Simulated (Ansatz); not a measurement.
Relative energies of C3H6BF isomers

2 of its isomers, all singlets with charge 0: A = `B/C(C)=C/F`; B = `B/C=C(/C)F`.

Shapes, held fixed at every level: PBE0-D4/def2-TZVP. Programs: Ansatz 0.2.0.

Electronic energies in kJ/mol, without zero-point or thermal terms.

(1) From chemical knowledge, estimate the order of stability.

Answers

(1) B < A in rising energy, over a span of 11 kJ/mol, by CCSD(T)/CBS estimate. All levels agree on that. The B − A difference spans -15.0 to -11.0 kJ/mol over the levels. The CBS estimate extrapolates MP2 from def2-TZVPP and def2-QZVPP and adds CCSD(T) − MP2 in the triple-zeta set, cores frozen.

```json
{"level": "PBE-D4/def2-TZVPP", "kind": "GGA", "B − A": "-12.2"}
{"level": "BHLYP-D4/def2-TZVPP", "kind": "global hybrid", "B − A": "-15.0"}
{"level": "PBE0-D4/def2-TZVPP", "kind": "global hybrid", "B − A": "-13.4"}
{"level": "wB97X-V/def2-TZVPP", "kind": "range-separated hybrid", "B − A": "-14.0"}
{"level": "MP2/def2-TZVPP", "kind": "perturbation theory", "B − A": "-11.0"}
{"level": "CCSD/def2-SVP", "kind": "coupled cluster or CI", "B − A": "-13.2"}
{"level": "CCSD/def2-TZVPP", "kind": "coupled cluster or CI", "B − A": "-12.0"}
{"level": "CCSD(T)/CBS estimate", "kind": "coupled cluster or CI", "B − A": "-11.2"}
```

Moving the methyl group from the boron-bearing carbon to the fluorine-bearing one favours B, and the preference is small but insensitive to the treatment of correlation. The likely reason is the polarisation of the double bond. The empty p orbital on boron withdraws π density and leaves the carbon beta to it electron-poor. In B that carbon carries both fluorine, a π donor, and methyl, which donates by hyperconjugation; in A the methyl sits on the alpha carbon, where its donation is less useful. The general preference of fluorine for a more substituted carbon works in the same direction.

Among PBE, PBE0 and BHLYP the gap widens from -12.2 to -15.0 kJ/mol as the share of exact exchange grows, probably because the balance of π delocalisation shifts, while MP2 stays close to the coupled-cluster estimate of -11.2 kJ/mol. Since boryl and fluorine are trans in A but cis in B, the energy difference combines the methyl position with a change in alkene geometry and can't be assigned to either alone.
